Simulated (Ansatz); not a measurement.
A correction line for PBE0-D4/def2-TZVPP: vertical ionisation energy

The vertical ionisation energy (cation less neutral) in eV of 7 P-containing molecules: x at PBE0-D4/def2-TZVPP, y at CCSD(T)/def2-TZVPP. Shapes, held fixed at every level: PBE0-D4/def2-TZVP. Flexible molecules stand in one conformer, not always the lowest. Programs: Ansatz 0.2.0.

| molecule | x (eV) | y (eV) |
| --- | --- | --- |
| PH2(PH2) (diphosphine) | 9.05 | 9.14 |
| P4S3 (tetraphosphorus trisulfide) | 9.05 | 9.04 |
| P4 (SMILES P12P3P1P23) | 9.63 | 9.60 |
| PH3(InH3) | 9.70 | ? |
| PH3(GaH3) | 10.11 | 10.35 |
| PH3 (phosphine) | 10.50 | 10.54 |
| PF3 (phosphorus trifluoride) | 11.96 | 12.07 |

Problem. Fit y = c + s·x to the known rows and predict y for PH3(InH3).

Solution. 
1. Means of the 6 rows: x = 10.0500, y = 10.123.
2. Σ(Δx)² = 6.0306, Σ(Δx·Δy) = 6.2057, so the slope is 6.2057/6.0306 = 1.029.
3. Intercept: 10.123 − (1.029) × 10.0500 = -0.218. The largest residual of the fit is 0.16.
4. PH3(InH3): -0.218 + 1.029 × 9.70 = 9.76 eV.

CCSD(T)/def2-TZVPP gives 9.88 eV, so the prediction is off by -0.12 eV, within the largest residual. Uncorrected, PBE0-D4/def2-TZVPP misses it by -0.18 eV, and the other rows by 0.09 on average. The line removes about 30 % of this miss. Left out in turn, the other rows are missed by 0.10 eV on average, worse than no correction. Cations run unrestricted. T1 is large for P4S3 (0.022), so single-reference values are less sure there. For atoms past krypton def2 sets carry core potentials with scalar relativity. Relativity is left out for Ga. Outer-core shells of Ga, In are correlated, in sets that cover them unevenly.

The correction fails mainly because the error follows the type of molecule more than the size of the ionisation energy. PBE0 falls furthest below CCSD(T) for the two hydride adducts, and the fit's largest residual, 0.16 eV, belongs to PH3(GaH3), the closest relative of the target. A line dominated by the other phosphorus compounds therefore corrects PH3(InH3) too little.

In phosphine the electron leaves the phosphorus lone pair, which electronegative fluorine stabilises in PF3. Dative bonding also stabilises that pair, yet both adducts ionise below free phosphine. This suggests that the hole lies mainly in the metal–hydrogen bonds, which are raised by donation from phosphorus and are weaker for indium than for gallium. PBE0 may overstabilise a hole spread over several such bonds, though the treatment of the metal outer core could also contribute. Agreement within the largest residual is thus weak support for transferring the line to other adducts; a fit within that family would be a more relevant test.
